## Results and discussion

### The loss spectrum and the open question

A fast electron crossing AlN gives up energy most readily in portions of about 20 eV, roughly ten times the energy of a photon of visible light. Portions below about 4 eV are hardly taken up by the valence electrons at all. The table follows this from zero to nearly 40 eV for the zincblende form of AlN, at one fixed momentum transfer. Its tiny values in the first four rows are consistent with a tail of the damping set in the calculation, not with real losses. The loss function is −Im(1/ε), where ε is the dielectric function, and the loss energy E is the energy handed to the solid.

Loss function of zincblende AlN at momentum transfer (0, 0, 1/3) in reciprocal lattice vectors, from Yambo 5.3.0 linear response with the Hartree kernel on Quantum ESPRESSO PBE states. The runs use PseudoDojo 0.4.1 standard potentials, a 680 eV wave cutoff, a 6×6×6 k-mesh, 44 bands in the sums, a 2 Ry screening block and 0.2 eV damping.

```
row  loss function  loss energy (eV)
  1          0.004              0.00
  2          0.004              1.41
  3          0.004              2.61
  4          0.005              4.02
  5          0.011              5.43
  6          0.029              6.83
  7          0.068              8.04
  8          0.132              9.45
  9          0.224             10.85
 10          0.294             12.26
 11          0.168             13.47
 12          0.344             14.87
 13          0.706             16.28
 14          0.717             17.69
 15          0.694             18.89
 16          1.160             20.30
 17          1.529             21.71
 18          1.214             23.12
 19          0.919             24.32
 20          1.087             25.73
 21          0.916             27.14
 22          0.912             28.54
 23          0.683             29.75
 24          0.682             31.16
 25          0.512             32.56
 26          0.598             33.97
 27          0.601             35.18
 28          0.375             36.58
 29              ?                 ?
 30              ?                 ?
```

The question is how strong the loss still is in rows 29 and 30, well above the main peak. The known rows fall on the way there, but unevenly. A forecast therefore needs a reason for the fall and a fair measure of the unevenness.

### Why the peak lies near 20 eV

The valence electrons can swing together against the ions. Their own electric field pulls them back, and the denser they are, the stiffer this pull and the higher the energy of the swing, which is called a plasmon. For a gas of free electrons the plasmon energy grows as the square root of the electron density. Eight valence electrons in each cell of AlN give 23.0 eV.

The calculation puts the loss maximum at 20.70 eV, between rows 16 and 17. The gas estimate is thus about a tenth too high, although it knows only the electron density. The estimate holds for a vanishing momentum transfer, and at the finite one used here a gas would swing somewhat faster, so the agreement is rough. It is still the main argument for reading the peak as a plasmon.

Absorption at the same momentum transfer peaks much lower, at 13.87 eV, and close to it, in row 11, the loss has a dip. The loss function equals Im ε/|ε|², so where absorption is strong, |ε| is large and the electrons screen the field of the passing particle. The dip marks good screening, not a shortage of transitions. These energies belong to a calculation without electron-hole attraction or quasiparticle corrections, and should not be read as measured ones.

### Why the loss falls above the peak

The simpler system to compare with is a damped electron gas, much like the conduction electrons of aluminium. When it is driven far above its plasmon energy, inertia rules: the electrons cannot keep up, and their response shrinks as 1/E². Only the part of the motion that is out of step with the field takes up energy, and damping supplies this part in proportion to 1/E. The loss therefore falls as 1/E³, so that doubling the energy cuts it eightfold.

The comparison has two bounds. AlN has a band gap, so it resembles the gas only well above the gap. Moreover, 38 eV is less than twice the plasmon energy, so the 1/E³ law is used before its limit is reached.

Nor is the damping in AlN a simple friction. The 0.2 eV set in the calculation is far too little, and the loss at these energies comes from single electrons lifted into high empty bands. The law is thus borrowed as a plausible shape, not derived for AlN.

### The forecast

One constant, the height of the tail, was fitted to the nine known rows above 25 eV. Rows 29 and 30 were not part of the fit. Their energies were taken to be 37.9 and 39.3 eV, from the mean spacing of the known rows. For row 29 the estimate runs:

- The law is loss = 1.60 × (23.0 eV/E)³.
- The energy ratio is 23.0/37.9 = 0.607, and its cube is 0.223.
- The loss is 1.60 × 0.223 = 0.36.

The same steps give 0.32 for row 30. The known tail rows scatter about the law, and twice their root-mean-square misfit is about 0.15, which serves as the error bar:

- **Row 29:** 0.36 ± 0.15
- **Row 30:** 0.32 ± 0.15

Row 30 should be the lower of the two. This is a weak forecast, because the expected drop is smaller than the ripples in the known rows.

The static dielectric value offers a check on the height of the tail. It is tied to the whole loss spectrum by the Kramers-Kronig relation, which adds up the loss divided by E over all energies. The known rows supply 88% of the required sum. If the rest is spread as 1/E³, the loss should be 0.35 and 0.31 in the two rows, close to the fit. The check is rough, since it rests on a small remainder of a coarsely sampled sum.

Two other descriptions bracket the forecast. A single damped plasmon, with its width set by the height of row 17, gives 0.26 and 0.23, but it already runs low in the known rows above 33 eV. A power law with a free exponent falls more gently and gives 0.40 and 0.37. The 1/E³ law was preferred as a simple shape between the two, with an exponent that is not drawn from the ripples.

### The computed values

The withheld rows as computed:

```
row  loss function  loss energy (eV)
 29          0.364             37.99
 30          0.452             39.40
```

Row 29 comes out at 0.364, almost exactly as forecast. The law does not deserve to be trusted to that precision, for it misses row 27, which was in the fit, by 0.15. The fair conclusion is that the general height of the tail was right.

Row 30 comes out at 0.452, which is 0.13 above the forecast. It lies inside the error bar, but near its upper end. The forecast of the order failed: the loss rises from row 29 to row 30 instead of falling. The small error in the assumed energies does not explain this, since the true energy is slightly higher and the law would then give slightly less.

The rise is comparable to the misfits in the known tail, and its cause is untested. It may be a ripple from the finite mesh of electron momenta, which a finer mesh would smooth out. It may also be real absorption, for instance by the deep nitrogen 2s electrons. The gas estimate counts these electrons, but a smooth gas has no separate transitions from a deep level. No convergence test for the mesh, the bands or the cutoff is at hand to decide between the two.

The two other descriptions do not remove the difficulty, as both also predict a fall. The gentler power law comes closer in row 30 but is further off in row 29. The single plasmon is too low in both rows and reaches only half the computed loss in row 30. Another width would not rescue it: a plasmon kept at 23.0 eV can reach at most 0.29 at the energy of row 29, whatever its constant damping. More damping broadens the peak, but it also holds back the motion. The hit in row 29 therefore speaks for the fitted height of the tail, not for the gas as its cause.

Nor can the 1/E³ law be continued without end. The loss multiplied by E, added up over all energies, counts the valence electrons, if only roughly with the nonlocal potentials used here. The known rows account for about 57% of the free-electron count, and an endless 1/E³ tail would add another 63%. The total is a fifth too large, which suggests that the fall becomes steeper somewhere beyond the table. The printed output after this section gives the fit and the comparisons in full.

Output of the analysis:

```
Free-electron plasmon energy (eV): 23.01
Assumed energies of rows 29 and 30 (eV): 29 37.93, 30 39.29
True energies of rows 29 and 30 (eV): 29 37.99, 30 39.4
fit of loss_function on 9 rows (E > 25): coefficient of shape 1.601 +/- 0.06; rms 0.0774, worst 27 -0.153, leave-one-out rms 0.0853
  rows outside the fit (model, value, miss): 1 0, 0.004, -0.004; 2 0, 0.004, -0.004; 3 0, 0.004, -0.004; 4 0, 0.005, -0.005; 5 0, 0.011, -0.011; 6 0, 0.029, -0.029; 7 0, 0.068, -0.068; 8 0, 0.132, -0.132; 9 0, 0.224, -0.224; 10 0, 0.294, -0.294; 11 0, 0.168, -0.168; 12 0, 0.344, -0.344; 13 0, 0.706, -0.706; 14 0, 0.717, -0.717; 15 0, 0.694, -0.694; 16 0, 1.16, -1.16; 17 0, 1.529, -1.53; 18 0, 1.214, -1.21; 19 0, 0.919, -0.919; 29 0.3571, 0.364, -0.00693; 30 0.3214, 0.452, -0.131
Twice the rms misfit of the tail law on known rows above 25 eV: 0.1547
Lower ends of the forecasts for rows 29 and 30: 29 0.2071, 30 0.1714
Upper ends of the forecasts for rows 29 and 30: 29 0.5071, 30 0.4714
Free exponent of the tail above 25 eV: -2.53
Free-exponent forecasts for rows 29 and 30: 29 0.4045, 30 0.3702
Single-plasmon forecasts for rows 29 and 30: 29 0.2619, 30 0.227
Single plasmon less table, mean of known rows above 33 eV: -0.1653
Share of the static screening integral reached by row 28: 0.8811
Tail height at rows 29 and 30 from the static value: 29 0.3462, 30 0.3116
Share of the electron-count integral reached by row 28: 0.5739
Share that an endless inverse-cube tail would add: 0.6293
```
